Q: The smallest and the largest cell of this boron phosphide series lie equally far from the middle one, yet the smallest costs almost twice as much energy. Is the crystal really that much harder to squeeze than to stretch?

ABACUS 3.10.1, PBE with PseudoDojo NC SR 0.4.1 standard pseudopotentials and a 1034 eV plane-wave cutoff, for boron phosphide (F-43m, 2-atom cell), 10×10×10 k mesh, Fermi–Dirac smearing of 0.05 eV, no spin polarisation. The cell is scaled at fixed shape and fractional coordinates; energies are counted from the minimum of the fitted curve.

```
volume (Å³/atom)  energy (meV/atom)  pressure (GPa)
           10.98             28.540          12.450
           11.21             13.450           8.260
           11.45              4.190           4.450
           11.68              0.230           0.990
           11.92              1.090          -2.160
           12.15              6.320          -5.020
           12.38             15.540          -7.620
```

A: It is harder to squeeze, but by less than those two energies suggest. The middle row, 11.68, is not the bottom of the well. The energies are counted from the minimum of a curve fitted through all seven points, and that minimum lies at 11.75 Å³ per atom, between rows 11.68 and 11.92. Seen from there, the smallest cell is compressed by 6.6 % and the largest expanded by only 5.3 %. The energy grows roughly as the square of this distance, so a modest difference in distance becomes a large difference in energy.

Q: How much of the difference is left for the crystal itself?

A: Compare the curve with a perfectly symmetrical well, a parabola in the volume with the same minimum and the same curvature there. Such a well would put the two end rows 8.7 meV/atom apart, merely because they sit at unequal distances. The calculation puts them 13.0 meV/atom apart. By this yardstick about two thirds of the lopsidedness comes from where the rows lie, and one third is a property of the material.

Q: Row 11.68 puzzles me too. Its energy is practically zero, but its pressure is 1 GPa.

A: The pressure is the slope of the energy with volume, with the sign reversed, so a positive value means that the crystal pushes outward. Near the minimum the energy grows with the square of the displacement, but the pressure grows in direct proportion to it. This cell is 0.6 % too small, and with a bulk modulus of 161 GPa that gives 0.006 × 161 GPa, or about 1 GPa. A cell can therefore look relaxed by its energy and still carry a stress that matters to anyone who computes elastic properties from it.

Q: Where, then, do I see the true asymmetry, free of the question of where the minimum lies?

A: In the pressure steps. The volume grows by the same amount from each row to the next, yet the pressure falls by 4.2 GPa in the first step and by only 2.6 GPa in the last. Expressed as a local bulk modulus, the resistance to a small relative change of volume, the stiffness drops from 199 to 137 GPa. It falls at every step and without a jump, so the whole series shows one gradual softening on expansion.

Q: Why should a crystal soften when it is stretched?

A: Two tendencies compete in the bonds. The valence electrons are attracted to the ions, and this gain grows as the atoms approach. But electrons confined to a smaller space have a higher kinetic energy, and as the atoms approach, this cost grows by a larger factor than the gain. The equilibrium bond length is the point where a small change in one just balances a small change in the other.

Now squeeze the crystal. The steeper of the two contributions, the kinetic cost, takes over more and more, and each further step meets more resistance. On stretching, the kinetic cost fades first and leaves the attraction, which itself weakens with distance. The crystal still pulls back, but each further step adds less to the pull.

Q: Can that be turned into numbers?

A: Yes, because the symmetry of the crystal leaves only one length to vary. All bonds have the same length d and keep their tetrahedral angles at every volume. If the electron cloud simply shrinks or grows with the crystal, its kinetic energy scales as 1/d² and its electrostatic energy as 1/d. With positive constants A and C, the energy per atom is then

E = A/d² − C/d

The minimum lies at d₀ = 2A/C. Counted from there, the energy is a perfect square:

E − E₀ = A (1/d − 1/d₀)²

So the well is a parabola after all, but in the inverse bond length. Drawn against the length itself, it is steep on the short side and shallow on the long side. The constant A is fixed by the bulk modulus B₀ at the minimum, and the slope with volume gives the pressure:

P = 3 B₀ (d₀/d − 1) (d₀/d)⁴

Q: Try it on the smallest cell.

A: Its volume is 6.58 % below that of the minimum, so d₀/d is the cube root of 1/0.9342, which is 1.023. The bond is thus only about 2 % shorter than at equilibrium. With B₀ = 161 GPa the formula gives

P = 3 × 161 GPa × 0.023 × 1.023⁴ ≈ 12.2 GPa

The calculation gives 12.45 GPa, so the estimate is low by about 2 % of the computed pressure. The energy of this row did take part in the fit that supplied B₀ and the equilibrium volume. Its pressure did not, since it was evaluated separately from the stress in the same run.

Q: Would an ordinary spring between the atoms have done as well?

A: No. Take a well that is a parabola in the bond length itself, with the same minimum and the same initial stiffness. At the smallest cell its pressure is 1.1 GPa too low, against 0.3 GPa for the inverse length. At the largest cell it pulls back too strongly. Even an ideal spring makes the crystal somewhat stiffer under compression, because its force acts on a smaller area, but this geometric effect is too weak. The bonds themselves must stiffen when they are shortened.

Q: Is there one number that sums up how fast the stiffness changes?

A: The slope of the bulk modulus with pressure does this. It is 1 for ideal springs and 3 for the balance of kinetic and electrostatic energy, both taken at zero pressure. A straight line through the six local bulk moduli of the series gives 3.75. The form of the simple balance thus reproduces most of the stiffening, but the real well is steeper still. The match supports the picture without proving it, since other balances of a steep repulsion and a gentler attraction can give a similar slope.

Q: What does the simple balance leave out?

A: It assumes that everything shrinks in proportion, and that is not so. Taken literally, the depth of the well, A/d₀², would be the whole energy gained when separate ions and electrons form the crystal. With A fixed by the bulk modulus, it is less than half of the total energy that the runs give. The formula therefore describes the shape of the well near its minimum, not the full energy. A likely reason is that much of the electron cloud stays close to its atom and hardly scales with the crystal.

The ion cores do not shrink either. In a compressed crystal they take up a larger share of the space, and the valence electrons are kept out of them. This should add a repulsion that rises more steeply than the kinetic term alone. It is a plausible part of the extra slope, but hardly all of it. A repulsion that grew only with the cores' share of the space, as 1/d³, could lift the slope of the simple balance from 3 to 3.3 at most. These data hold no separate core contribution with which to test the idea.

What can be tested is the shape of the well. A parabola in 1/d², which is the second-order Birch–Murnaghan equation, has a slope of 4 and comes closest to the computed pressures over the series as a whole. The outer rows decide this; in the three rows from 11.45 to 11.92 the 1/d and 1/d² forms differ by less than 0.1 GPa, too little to choose between them. At the smallest cell the 1/d² form errs slightly on the stiff side. The output below compares all three forms with every row; each uses the minimum and the bulk modulus from the fit to the seven energies.

Q: Does a slope near 4 tell me that the bonds are covalent?

A: It does not. Many solids with quite different bonding have similar slopes, because in all of them a steep repulsion works against a gentler attraction. Nor does the bulk modulus by itself: ionic magnesium oxide and metallic iron have values of similar size. In boron phosphide, about 160 GPa reflects short, strong bonds that hold every atom in a tetrahedral network, but that these bonds are covalent has to be learned from the electrons, not from the stiffness.

Q: What should I keep in mind when I use the bulk modulus in practice?

A: That it belongs to one volume. The slope of 3.75 also means that an expansion by 1 % in volume lowers the stiffness by roughly 4 %, and a compression raises it by about as much. Over the whole series, where the volume changes by little more than a tenth, this adds up to a loss of almost a third from the first step to the last.

The same rule shows how to read the computed value against a measurement. The calculation holds the atoms still, whereas zero-point motion and heat expand a real crystal of this kind at ordinary temperatures. A somewhat larger cell is a softer one, so part of any difference from a measured modulus may come from the volume at which the two are compared. The PBE functional often errs the other way: it tends to make the cells of such solids slightly too large, and so too soft. The two errors can partly cancel, so good agreement with experiment does not prove that either is small.

Printed output of the fit:

```
Stiffness between each row and the one before:
    row  volume from minimum (%)  bond length (Å)  mean pressure of step (GPa)  local bulk modulus (GPa)
  10.98                   -6.581            1.925                          n/a                       n/a
  11.21                   -4.594            1.938                        10.36                       199
  11.45                   -2.606            1.952                        6.355                     184.8
  11.68                  -0.6182            1.965                         2.72                     171.3
  11.92                    1.369            1.978                       -0.585                     159.1
  12.15                    3.357            1.991                        -3.59                     147.3
  12.38                    5.345            2.004                        -6.32                     136.5
fit of Bl on 6 rows: constant 160.7 +/- 0.21, coefficient of Pm 3.748 +/- 0.036; rms 0.413, worst 12.38 0.553, leave-one-out rms 0.745
Energy forms (meV/atom):
    row  parabola in volume  miss of d form  miss of 1/d form  miss of 1/d^2 form
  10.98               25.61          -1.746           -0.5023              0.1449
  11.21               12.48         -0.5764           -0.1664             0.04427
  11.45               4.016         -0.1031          -0.03049            0.006364
  11.68               0.226       -0.003025         -0.002085           -0.001613
  11.92               1.109        0.008955        -0.0009649           -0.005885
  12.15               6.665           0.199           0.05708            -0.01253
  12.38               16.89          0.7734            0.2169            -0.05305
Pressure forms (GPa):
    row  miss of d form  miss of 1/d form  miss of 1/d^2 form
  10.98          -1.095           -0.2946              0.1271
  11.21         -0.4986           -0.1249             0.06892
  11.45         -0.1366          -0.02118             0.03772
  11.68         0.01291           0.01915             0.02228
  11.92        -0.01786           0.01156             0.02612
  12.15         -0.2161          -0.04604             0.03684
  12.38         -0.5585           -0.1436             0.05563
Computed energy difference between the two end rows (meV/atom): 13
Same difference for a parabola in volume (meV/atom): 8.721
Fall of local bulk modulus from first to last step (%): 31.42
Exponent p that matches the slope of the energy fit: -1.787
Rms pressure miss of d form (GPa): 0.5105
Rms pressure miss of 1/d form (GPa): 0.1342
Rms pressure miss of 1/d^2 form (GPa): 0.06319
```
